# Working notes: a quarter-wave GaAs/AlAs phonon mirror at 200 GHz and 1 THz

## Problem

Longitudinal acoustic (LA) waves travel along [001], normal to the layers. They come from a GaAs half-space, cross $N$ periods of AlAs (layer 2, met first) and GaAs (layer 1), and leave into a GaAs substrate. The layers are lossless elastic continua with sharp, flat interfaces until part (e).

| input | GaAs (1) | AlAs (2) |
|---|---|---|
| $C_{11}$ (GPa) | 118.8 (typical) | 119.9 (compiled value, Krieger 1995) |
| density $\rho$ (kg m$^{-3}$) | 5320 (typical) | 3730 (typical) |
| monolayer (ML) thickness (nm) | 0.283 (typical) | 0.283 (typical) |

For the design frequencies $f_0=200$ GHz and $f_0=1$ THz I want:

(a) the miniband dispersion and the quarter-wave thicknesses;
(b) the edges and width of the first stop band;
(c) the mid-gap reflectance, the $N$ needed for $R\ge0.99$, and the reflection delay;
(d) the ballistic thermal conductance at 10 K of the one LA channel at normal incidence through the 200 GHz mirror with $N=20$;
(e) the size of what the ideal model leaves out, with an assumed rms interface width $\sigma=0.283$ nm.

All results are the model's. I carry unrounded intermediates and round only in print.

## (a) Minibands

With time dependence $e^{-i\omega t}$ the displacement obeys $\partial_z(C_{11}\partial_z u)+\rho\omega^2u=0$. Along [001] of a cubic crystal the LA wave does not mix with the transverse ones, so the problem is scalar. Displacement $u$ and stress $C_{11}\partial_zu$ are continuous at each interface. I use the vector $(u,s)$ with $s=C_{11}\partial_zu/\omega$. A wave $e^{\pm i\omega z/v}$ has $s=\pm iZu$, where $v=\sqrt{C_{11}/\rho}$ and $Z=\rho v$. A layer of thickness $d_i$ maps the vector by

$$M_i=\begin{pmatrix}\cos p_i&\sin p_i/Z_i\\-Z_i\sin p_i&\cos p_i\end{pmatrix},\qquad p_i=\frac{\omega d_i}{v_i}.$$

One period is $M=M_1M_2$, of length $D=d_1+d_2$. Since $\det M=1$, its eigenvalues are $e^{\pm iqD}$, and half the trace gives Rytov's relation

$$\cos qD=\cos p_1\cos p_2-\frac12\left(\frac{Z_1}{Z_2}+\frac{Z_2}{Z_1}\right)\sin p_1\sin p_2 .$$

Real $q$ marks a miniband and complex $q$ a stop band. Define $\delta=\ln(Z_1/Z_2)$, so that the coefficient of the sines is $\cosh\delta$, and let

$$r_0=\frac{Z_1-Z_2}{Z_1+Z_2}=\tanh\frac\delta2$$

be the displacement reflection coefficient of a single GaAs-to-AlAs interface. With $p_\pm=p_1\pm p_2$ the relation rearranges to

$$\cos^2\frac{qD}{2}=\frac{\cos^2(p_+/2)-r_0^2\cos^2(p_-/2)}{1-r_0^2},\qquad \sin^2\frac{qD}{2}=\frac{\sin^2(p_+/2)-r_0^2\sin^2(p_-/2)}{1-r_0^2}.$$

Zone-edge gaps lie where the first numerator is negative and zone-centre gaps where the second is.

The numbers:

- $v_1=\sqrt{118.8\ \text{GPa}/5320\ \text{kg m}^{-3}}=4.726$ nm/ps and $v_2=5.670$ nm/ps;
- $Z_1=25.14\times10^6$ and $Z_2=21.15\times10^6$ kg m$^{-2}$ s$^{-1}$, so $Z_2/Z_1=0.8412$;
- $\delta=0.1729$, $\cosh\delta=1.0150$, $r_0=0.08625$, $r_0^2=0.00744$.

The two $C_{11}$ are almost equal, so the contrast comes from the densities. One interface reflects less than one per cent of the power.

A quarter-wave stack has $d_i=v_i/4f_0$. Both layers then have the travel time $\tau=1/4f_0$, and $p_1=p_2=p=\omega\tau=(\pi/2)\,\omega/\omega_0$.

| | 200 GHz | 1 THz |
|---|---|---|
| $hf_0$ (meV) | 0.827 | 4.136 |
| $hf_0/k_B$ (K) | 9.60 | 48.0 |
| $\tau$ (ps) | 1.25 | 0.25 |
| $d_1$ (nm; ML) | 5.91; 20.9 | 1.181; 4.17 |
| $d_2$ (nm; ML) | 7.09; 25.0 | 1.417; 5.01 |
| $D$ (nm) | 12.99 | 2.599 |

With $p_-=0$ the dispersion is $\sin^2(qD/2)=\sin^2p/(1-r_0^2)$. At long wavelength $qD/2\to\omega\tau/\sqrt{1-r_0^2}$, and $D=(v_1+v_2)\tau$, so the sound velocity of the superlattice is $\tfrac12(v_1+v_2)\sqrt{1-r_0^2}=5.178$ nm/ps.

## (b) Stop band

For $p_-=0$ the zone-edge gap is $|\cos p|<r_0$. Its edges are $p=\pi/2\mp\arcsin r_0$, and the full width is

$$\frac{\Delta\omega}{\omega_0}=\frac4\pi\arcsin\left|\frac{Z_1-Z_2}{Z_1+Z_2}\right|=0.110 .$$

The condition has period $\pi$ in $p$, so the gaps at $3\omega_0,5\omega_0,\dots$ have the same absolute width. The zone-centre numerator $\sin^2p$ is never negative, so the gaps at even multiples of $\omega_0$ are closed.

At 200 GHz the gap runs from 189.0 to 211.0 GHz, a width of 22.0 GHz or 0.091 meV. The next one runs from 589.0 to 611.0 GHz. At 1 THz the first gap runs from 945 to 1055 GHz, a width of 110 GHz or 0.455 meV.

At mid-gap $\cos qD=-\cosh\delta$, so $qD=\pi+i\delta$. The amplitude falls by $1/e$ over $1/\delta=5.78$ periods, which is $D/\delta=75.1$ nm at 200 GHz and 15.0 nm at 1 THz.

## (c) Finite mirror

Let $P=M^N$, with unit incident amplitude and the phase of $r$ referred to the first interface. The boundary condition is $P\,(1+r,\ iZ_1(1-r))^T=t\,(1,\ iZ_1)^T$. Eliminating $t$ gives

$$r=\frac{P_{21}+Z_1^2P_{12}+iZ_1(P_{22}-P_{11})}{Z_1^2P_{12}-P_{21}+iZ_1(P_{11}+P_{22})}.$$

For a unimodular matrix $M^N=U_{N-1}M-U_{N-2}\mathbb 1$ with the Chebyshev polynomials $U_{N-1}=\sin NqD/\sin qD$, and $\operatorname{tr}P=2\cos NqD$. Inserting the elements of $M$,

$$r=\frac{B\,e^{-ip_1}}{X+iY},\quad B=U_{N-1}\sinh\delta\sin p_2,\quad X=U_{N-1}(\sin p_1\cos p_2+\cosh\delta\cos p_1\sin p_2),\quad Y=\cos NqD .$$

The condition $\det P=1$ is equivalent to $X^2+Y^2=1+B^2$, so $R=|r|^2=B^2/(1+B^2)$ and the transmittance is $\mathcal T=1/(1+B^2)$.

At mid-gap of the quarter-wave stack $M=\mathrm{diag}(-Z_2/Z_1,\,-Z_1/Z_2)$, so $r=(P_{22}-P_{11})/(P_{22}+P_{11})=\tanh N\delta$ and

$$R(\omega_0)=\tanh^2\!\left[N\ln\frac{Z_1}{Z_2}\right],\qquad \mathcal T(\omega_0)=\frac1{\cosh^2N\delta}.$$

Here $N$ counts pairs of layers, and the form needs the same impedance on both sides of the stack. For entrance and exit impedances $Z_a$ and $Z_b$ the same diagonal $P$ gives $r=\tanh[N\delta+\tfrac12\ln(Z_a/Z_b)]$.

| $N$ | $R(\omega_0)$ | $\mathcal T(\omega_0)$ | $\langle\mathcal T\rangle$ coherent | $\mathcal T$ incoherent |
|---|---|---|---|---|
| 5 | 0.49 | 0.51 | 0.940 | 0.930 |
| 10 | 0.88 | 0.12 | 0.919 | 0.870 |
| 20 | 0.996 | $4.0\times10^{-3}$ | 0.914 | 0.769 |
| 30 | 0.9999 | $1.2\times10^{-4}$ | 0.914 | 0.690 |

The last two columns belong to part (d). The ideal values do not depend on $f_0$. The target $R\ge0.99$ needs $N\ge\operatorname{artanh}(\sqrt{0.99})/\delta=17.3$, so $N=18$, with $R=0.992$. That is 234 nm of material at 200 GHz and 46.8 nm at 1 THz.

**An identity I use twice.** For real $\omega$ the quantities $B,X,Y$ are real, so $\mathrm{Re}(e^{ip_1}r)=BX/(X^2+Y^2)$ and $R=(B/X)\,\mathrm{Re}(e^{ip_1}r)$. For $p_1=p_2=p$ the ratio is $B/X=\sinh\delta/[(1+\cosh\delta)\cos p]=r_0/\cos p$. All layers have the same travel time and every echo crosses an even number of them, so $r(p)=\sum_{k\ge0}c_ke^{2ikp}$ with real $c_k$ and $c_0=r_0$. Hence

$$R(p)=r_0\sum_{k\ge0}c_k\,\frac{\cos(2k+1)p}{\cos p},\qquad \sum_k(-1)^kc_k=r(\pi/2)=\tanh N\delta .$$

**Delay.** As $p\to\pi/2$ the ratio of cosines tends to $(-1)^k(2k+1)$. Write $r=|r|e^{i\varphi}$. Since $|r|$ is stationary at mid-gap, $dr/dp=\sum_k2ik(-1)^kc_k=ir\varphi'$. The identity then reads $r^2=r_0\,r\,(1+\varphi')$, and the reflection delay is

$$\tau_d=\frac{d\varphi}{d\omega}=\tau\left(\frac{\tanh N\delta}{r_0}-1\right).$$

For $N=20$, $\tanh N\delta=0.9980$ and the bracket is 10.57. So $\tau_d=13.2$ ps at 200 GHz and 2.64 ps at 1 THz.

## (d) Heat through one channel

The Landauer conductance of one channel, with $x=\hbar\omega/k_BT$, is

$$G=G_0\,\frac3{\pi^2}\int_0^\infty W(x)\,\mathcal T\,dx,\qquad W=\frac{(x/2)^2}{\sinh^2(x/2)},\qquad G_0=\frac{\pi^2k_B^2T}{3h}.$$

At 10 K, $G_0=9.46$ pW/K and $x_0=hf_0/k_BT=0.960$. The transmittance is even and periodic in $x$ with period $2x_0$, so it is a mean plus harmonics $\cos(m\pi x/x_0)$. The standard integral

$$\int_0^\infty W\cos kx\,dx=\pi^2\,\frac{y\coth y-1}{\sinh^2y},\qquad y=\pi k,$$

tends to $\pi^2/3$ as $k\to0$. The first harmonic has $y=\pi^2/x_0=10.28$ and enters with the relative weight $3(y\coth y-1)/\sinh^2y=1.3\times10^{-7}$. Higher harmonics are weaker still. At 4 K the same weight is 0.010. At 10 K only the mean matters.

The mean follows from the identity. The ratio $\cos(2k+1)p/\cos p$ equals $(-1)^k$ plus cosines of $2p,4p,\dots,2kp$; for example $\cos3p/\cos p=2\cos2p-1$. Its average over a period is $(-1)^k$, and so, exactly for any $N$,

$$\langle R\rangle=r_0\tanh N\delta,\qquad \frac{G}{G_0}=1-r_0\tanh N\delta .$$

For $N=20$, $\langle R\rangle=0.0861$ and the model gives $G=8.65$ pW/K. A long stack saturates at $1-r_0=2Z_2/(Z_1+Z_2)$.

Two remarks. First, counting only the forbidden frequencies is not enough. The gaps fill the fraction $(2/\pi)\arcsin r_0=0.055$ of the axis, while a long stack blocks $r_0$, which is 1.57 times as much. For weak contrast the ratio tends to $\pi/2$. The surplus is the reflection in the side lobes next to the band edges.

Second, suppose the phase is lost between interfaces while nothing is absorbed. Summing intensities over multiple reflections makes $R/\mathcal T$ additive, so $2N$ interfaces give $\mathcal T=[1+2Nr_0^2/(1-r_0^2)]^{-1}$. With $r_0^2/(1-r_0^2)=0.00749$ this is 0.769 for $N=20$, or $G=7.28$ pW/K. For $N=1$ both expressions equal $1/\cosh\delta$. Beyond that the incoherent value keeps falling with $N$ and the coherent one stops. The coherent mirror is nearly opaque in narrow bands, yet on a thermal average it passes more heat than the same interfaces acting independently.

## (e) What the ideal model omits

**Inputs.** A second typical density for AlAs is 3760 kg m$^{-3}$. It lowers $\delta$ to 0.1689 and raises $\mathcal T\approx4e^{-2N\delta}$ by $(3760/3730)^{20}=1.17$ at $N=20$. The second figure of the small mid-gap transmittances is therefore already uncertain, and the extra digits in the velocities and thicknesses serve the arithmetic only.

**Whole monolayers.** At 200 GHz the nearest stack is 21/25 ML (GaAs/AlAs). With the travel time per period $\Theta=d_1/v_1+d_2/v_2=2.506$ ps the Bragg frequency is $1/2\Theta=199.6$ GHz, a negligible shift. At 1 THz the nearest stack is 4/5 ML, with $d_1=1.132$ nm and $d_2=1.415$ nm, travel times 0.2395 and 0.2496 ps, and $1/2\Theta=1.022$ THz. Solving $\cos(p_+/2)=\pm r_0\cos(p_-/2)$ puts the edges at 0.966 and 1.078 THz. The width is 112 GHz and the centre has moved up by 22 GHz, a fifth of the width. At exactly 1 THz I find $\cos qD=-1.0126$, $\mathrm{Im}\,qD=0.159$ and $B=13.0$ in magnitude for $N=20$, so $\mathcal T=5.9\times10^{-3}$ in place of $4.0\times10^{-3}$. The zone-centre gap near 2.04 THz opens to 7.2 GHz, from $\sin(p_+/2)=\pm r_0\sin(p_-/2)$.

**Lattice dispersion.** The continuum picture needs $f_0$ far below the top of the phonon spectrum. The GaAs LO frequency of 293 cm$^{-1}$ (compiled value, Han 2011) is 8.78 THz. For an estimate I use a nearest-neighbour chain of spacing $b$, $\omega=(2v/b)\sin(kb/2)$, in which the phase per layer grows by the fraction $(\pi fb/v)^2/6$. For GaAs, the slower material, at 1 THz this is 0.15 % if $b$ is the spacing of atomic planes, 0.1415 nm, and 0.59 % if $b$ is a whole monolayer. The gap centre moves down by roughly 1.5 to 5.9 GHz, a few per cent of the gap width. At 200 GHz the fraction is 25 times smaller.

**Graded interfaces.** In the travel-time variable $\theta=\int dz/v$ the wave equation is $\partial_\theta(Z\partial_\theta u)+\omega^2Zu=0$. Setting $u=Z^{-1/2}(ae^{i\omega\theta}+be^{-i\omega\theta})$ and $\partial_\theta u=i\omega Z^{-1/2}(ae^{i\omega\theta}-be^{-i\omega\theta})$ gives exactly

$$a'=\tfrac12(\ln Z)'\,b\,e^{-2i\omega\theta},\qquad b'=\tfrac12(\ln Z)'\,a\,e^{2i\omega\theta}.$$

Near the $m$-th gap I keep only the Fourier component of $\tfrac12(\ln Z)'$ at $2m\omega_0=2\pi m/\Theta$, of modulus $K_m$. At detuning $\Delta$ the amplitudes then vary as $\exp(\pm\theta\sqrt{K_m^2-\Delta^2})$, so the gap width is $2K_m$ and the mid-gap amplitude is $\tanh(NK_m\Theta)$. Sharp quarter-wave steps $\pm\delta$ give $K_m=\delta/\Theta$ for odd $m$, hence $\Delta\omega/\omega_0=2\delta/\pi$, only 0.12 % above the exact arcsine. Smoothing the profile with a Gaussian of rms width $\sigma$, converted to time with the mean velocity $D/\Theta$, multiplies $K_m$ by

$$\exp\left[-\tfrac12\left(2\pi m\sigma/D\right)^2\right].$$

For the assumed $\sigma=0.283$ nm and $m=1$ the factor is 0.99 at 200 GHz and 0.79 at 1 THz. The 1 THz gap shrinks from 110 to 87 GHz, $\delta$ is replaced by 0.137, and the mid-gap transmittance at $N=20$ rises to $1.7\times10^{-2}$, about four times the ideal leak. This is the largest of the static corrections at 1 THz. It describes laterally uniform grading; lateral roughness also scatters out of the specular channel, which this one-dimensional model cannot show. In part (d) the blocked weight near each odd gap scales with $K_m$. Averaging the factor over odd $m$ with weights $W(mx_0)$ gives 0.93 at 10 K, so the blocked fraction drops from 0.086 to about 0.080.

**Damping.** Give the phonons one energy lifetime $\tau_{ph}$ in both materials, $\omega\to\omega+i/2\tau_{ph}$. To first order $r$ is multiplied by $e^{-\tau_d/2\tau_{ph}}$ at mid-gap, and $R$ by $e^{-\tau_d/\tau_{ph}}$. This loss stays below the ideal leak of the $N=20$ mirror only if $\tau_{ph}>\tau_d/\mathcal T$, which is 3.3 ns at 200 GHz and 0.67 ns at 1 THz. For shorter lifetimes further periods no longer raise $R$ appreciably, since $1-R$ levels off near $\tau_d/\tau_{ph}$.

## Results and range

In this model the quarter-wave GaAs/AlAs mirror has a first stop band of relative width 0.110, and 20 periods reflect 0.996 of the incident LA power at mid-gap with a delay of 13.2 ps (200 GHz) or 2.64 ps (1 THz). The 200 GHz design, with layers of 21 and 25 ML, is close to the ideal limit provided the lifetime condition holds. At 1 THz the gap position is set by monolayer counting to within tens of GHz, and one monolayer of rms grading removes a fifth of the width.

The conductance ratio 0.914 refers to one coherent channel at normal incidence near 10 K. A planar mirror also carries transverse and oblique modes, whose gaps lie elsewhere. The ratio must not be carried to 300 K, where $k_BT=25.9$ meV corresponds to 6.25 THz and neither the continuum nor full coherence holds for most heat-carrying phonons. As typical knowledge, the cross-plane conductivity of short-period GaAs/AlAs superlattices at room temperature is of order 10 W/(m K), about a tenth of the 98 W/(m K) of bulk AlAs (compiled value, 300 K, Toher 2017). A reduction of under a tenth, as in the single LA channel, falls far short of that, because interface scattering and the reduced group velocities of multi-THz phonons lie outside this model.